The row that looks wrong

At +1 V the atomic pattern of this iridium surface gets stronger again. Corrugation, the height by which a tip at constant current rises and falls over the atoms, drops from +0.25 V to +0.5 V. It then recovers from 0.060 to 0.066 Å before dropping once more at +1.5 V. A picture in which a larger bias merely blurs the image has no place for that recovery.

Ansatz 0.2.0, scalar-relativistic PBE with plane waves (PAW, 420 eV cutoff), no spin polarisation: clean five-layer Ir(111) slab, 24 × 24 × 1 k mesh, 0.1 eV Gaussian smearing. Tersoff-Hamann images, s-wave tip, in the plane 4 Å above the topmost nucleus; sample bias from the Fermi level. Corrugation is at constant current, with the plane's mean density as set point.

```
bias (V)  log10 mean density (log10 of e/angstrom^3)  bright over dark  corrugation (Å)  brightest over  apparent barrier at 4 angstrom (eV)
  -2.000                                      -4.279             1.040            0.015            flat                                6.779
  -1.000                                      -4.504             1.061            0.022            flat                                6.490
  -0.500                                      -4.799             1.096            0.035              Ir                                6.408
  -0.250                                      -5.043             1.107            0.039              Ir                                6.333
   0.250                                      -5.173             1.208            0.073              Ir                                6.219
   0.500                                      -4.883             1.166            0.060              Ir                                6.079
   1.000                                      -4.525             1.180            0.066              Ir                                5.911
   1.500                                      -4.325             1.130            0.051              Ir                                5.365
```

The filled states, at negative bias, behave more simply: their pattern fades steadily towards −2 V. Close to zero bias it is only about half as strong as that of the empty states. The word "flat" in two rows marks a small corrugation, not a reversal, for the brightest point lies over the top iridium atom at every bias.

An image is a sum

In this calculation the bias applies no field; it only decides which states are counted. The image at +1 V contains everything in the image at +0.5 V, plus the states between 0.5 and 1 eV. Subtracting neighbouring rows therefore gives each added energy window its own contrast, meaning the logarithm of bright over dark, and its own barrier, meaning how fast its density dies away with height. The contrasts add only nearly, because logarithms of ratios are not strictly additive and because, among the filled states, the darkest point moves between two hollow sites.

The window from 0.5 to 1 eV has a contrast of 17%, a little above the 15% of the image it joins, so it lifts the average. The next window has only 5%, yet it supplies 37% of the density at +1.5 V from 20% of the states, because it reaches far into the vacuum. That is why the pattern falls there.

Why some states carry a pattern

Outside the metal, a state is a set of waves running along the surface, each dying away with height. The faster a wave varies sideways, the faster it dies. In a state with no sideways motion, meaning that its wavevector along the surface is zero, the uniform wave, unless symmetry forbids it, outlives the rippled ones, so the tip sees little of the atoms. With sideways motion, two of the waves die at more similar rates, and their interference still shows the lattice at the tip.

The same motion raises the barrier:

barrier = W − E + ħ²k²/2m

Here W is the vacuum level above zero bias, 5.53 eV, E the energy of the state, k its wavevector along the surface and m the electron mass. The excess of the barrier over W − E thus measures sideways motion. This reading rests on theory, since no densities resolved by k are at hand. It also takes the potential at 4 Å as equal to the vacuum level, which it is expected to reach only farther out, so the excess is better for comparing windows than for measuring any one of them.

The windows follow the idea broadly. Five of them need an excess of at least about 0.5 eV wherever their states lie within the window, and these five have the strongest contrasts. The other three, the two deepest filled ones and the highest empty one, need almost none. The window behind the recovery at +1 V fits too: with its states placed at mid-window, it has the largest excess of all, about 1.0 eV.

One estimate in full

Take +0.25 V, with its states placed at the middle of the window, 0.125 eV. Then W − E is 5.41 eV, the table's barrier is 6.22 eV and the excess is 0.81 eV. With ħ²/2m = 3.81 eV Å²:

k = √(0.81 / 3.81) = 0.46 per Å

The smallest lattice wavevector of this surface is G = 2.67 per Å. If k points along it, the interfering partner has 2.67 − 0.46 = 2.21 per Å. The contrast should then fade with height at the difference of the two decay rates:

√(5.41/3.81 + 2.21²) − √(5.41/3.81 + 0.46²) = 2.51 − 1.28 = 1.23 per Å

The calculation gives a contrast of 0.189 at 4 Å and 0.060 at 5 Å, a rate of ln(0.189/0.060) = 1.15 per Å. The estimate is 7% above this, with no constant adjusted to the fading. Where a uniform wave leads, the contrast would fade at 1.6 per Å or faster, more quickly than the pattern does at any bias. The potential is rough in such thin density, so the close agreement should not be pressed.

How far the excess explains the contrast

A straight line of contrast against excess, fitted to all eight windows, misses by typically 2 percentage points; a line against energy alone misses by 5. The output below lists both. The worst miss is the window just above zero bias, which was part of the fit and has 19% where the line gives 14%.

That miss matters, because it concerns the largest step in corrugation. Between the first filled and the first empty window the contrast rises by 9 points, and the difference in excess accounts for about 3 of them. The dip at +0.5 V is likewise mostly unexplained. None of these steps has been tested with a finer mesh or a thicker slab, which matters most for the small recovery at +1 V and for the narrow windows next to zero bias, which hold few levels. The shape of the orbitals may supply the rest, but that is a guess. Which states make the pattern nearly double across zero bias remains open; densities resolved by wavevector and orbital, with spin-orbit coupling included, would be the way to find out.

Output of the analysis:

```
Energy window added by each row:
    row  middle eV  own barrier eV  excess over W-E eV  least excess eV  own contrast %  density per state 1e-6/A^3
   -2.0       -1.5           7.216              0.1818          -0.3182           0.977                       3.824
   -1.0      -0.75           6.575              0.2905          0.04046           2.584                       5.185
   -0.5     -0.375           6.508              0.5988           0.4738           7.842                        4.75
  -0.25     -0.125           6.333              0.6736           0.5486           10.17                       5.915
   0.25      0.125           6.219              0.8096           0.6846            18.9                       4.971
    0.5      0.375           5.933              0.7739           0.6489           11.63                       4.964
    1.0       0.75           5.781               0.997            0.747           17.48                       4.033
    1.5       1.25           4.493              0.2084         -0.04163           4.819                       10.28
fit of con on 8 rows: constant -2.032 +/- 2.1, coefficient of excess 20 +/- 3.2; rms 2.26, worst 0.25 -4.74, leave-one-out rms 2.94
fit of con on 8 rows: constant 9.423 +/- 2.1, coefficient of mid 3.924 +/- 2.7; rms 5.26, worst 1.5 9.51, leave-one-out rms 7.88
Corrugation at +0.25 V over that at -0.25 V: 1.872
Largest miss of log contrast over decay rate against corrugation, angstrom: 0.0009529
Decay rate, largest over smallest: 1.124
Log contrast, largest over smallest: 4.818
Fading of contrast from 4 to 5 angstrom, smallest of all rows, 1/angstrom: 1.127
Fading of contrast from 4 to 5 angstrom, largest of all rows, 1/angstrom: 1.242
Fading expected for zone-centre states, smallest of all rows, 1/angstrom: 1.613
Fading expected from the excess at -0.25 V, 1/angstrom: 1.271
Fading expected from the excess at +0.25 V, 1/angstrom: 1.234
Share of the 1 to 1.5 V window in the density at +1.5 V, %: 36.9
Share of the 1 to 1.5 V window in the states at +1.5 V, %: 20
```
